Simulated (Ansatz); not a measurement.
## Sc3Al: do energies and stresses tell the same story?

Method: Ansatz 0.2.0, DFT r2SCAN, scalar-relativistic, plane waves, PAW.

Cutoff 500 eV; k points 6×6×8 on the computed 8-atom cell (Γ-centred); Gaussian smearing, width 0.10 eV; collinear spin from starting moments 0.41 0.41 0.41 0.41 0.41 0.41 0 0 μB.

Relaxed cell: P6_3/mmc, a = 6.301 Å, b = 6.301 Å, c = 5.075 Å, α = 90.00°, β = 90.00°, γ = 120.00°, 8 atoms in the primitive cell. Whether it is the stable form of this composition wasn't checked.

Energies at zero smearing and pressures from the stress tensor, at volumes with shape and atoms relaxed:
```csv
V (Å³/atom),E − E(first) (meV/atom),P (GPa)
19.194,0.00,10.87
19.849,-37.58,7.60
20.503,-62.55,4.72
21.157,-76.51,2.20
21.812,-80.84,0.00
22.466,-76.83,-1.92
23.120,-65.53,-3.59
23.993,-40.65,-5.51
```

Task: Check P = −dE/dV between neighbouring volumes, and get the bulk modulus from the pressures alone.

Result: With 1 eV/Å³ = 160.2 GPa:
```csv
middle V (Å³/atom),−ΔE/ΔV (GPa),mean P (GPa)
19.521,9.202,9.232
20.176,6.114,6.159
20.830,3.418,3.460
21.485,1.060,1.098
22.139,-0.983,-0.960
22.793,-2.766,-2.757
23.557,-4.569,-4.550
```

The two differ by 0.05 GPa at most. The mean of two end pressures misses the average over a step by about ΔV² P″/12, up to 0.03 GPa here; with that taken off 0.01 GPa remains. Around V = 21.812 Å³/atom, the two neighbours give B = −V ΔP/ΔV = 21.812 × 4.12 / 1.309 = 68.6 GPa, against B0 = 68.2 GPa from the Birch–Murnaghan fit of the energies.

The state reached may not be the lowest one.

Only this magnetic start was tried.

The energies and stresses describe the same equation of state. The mean pressure exceeds the energy slope in every interval, as expected when a convex pressure curve is replaced by straight chords. The small remainder suggests that incomplete-basis (Pulay) stress matters little here. The bulk moduli of 68.6 and 68.2 GPa also agree, and their gap probably comes largely from the finite volume step, since a central difference slightly overestimates the slope of a curve that flattens this way.

The pressure changes ever more slowly as the cell expands. Compression raises the electrons' kinetic energy and the overlap repulsion between ion cores steeply, whereas the cohesion from Sc d and Al sp states weakens more gradually on expansion. The resistance to compression lies between those of elemental scandium and aluminium, which is plausible for a scandium-rich intermetallic.

Because both routes derive from the same energy functional, their agreement confirms numerical consistency but not the accuracy of the predicted volume or stiffness.
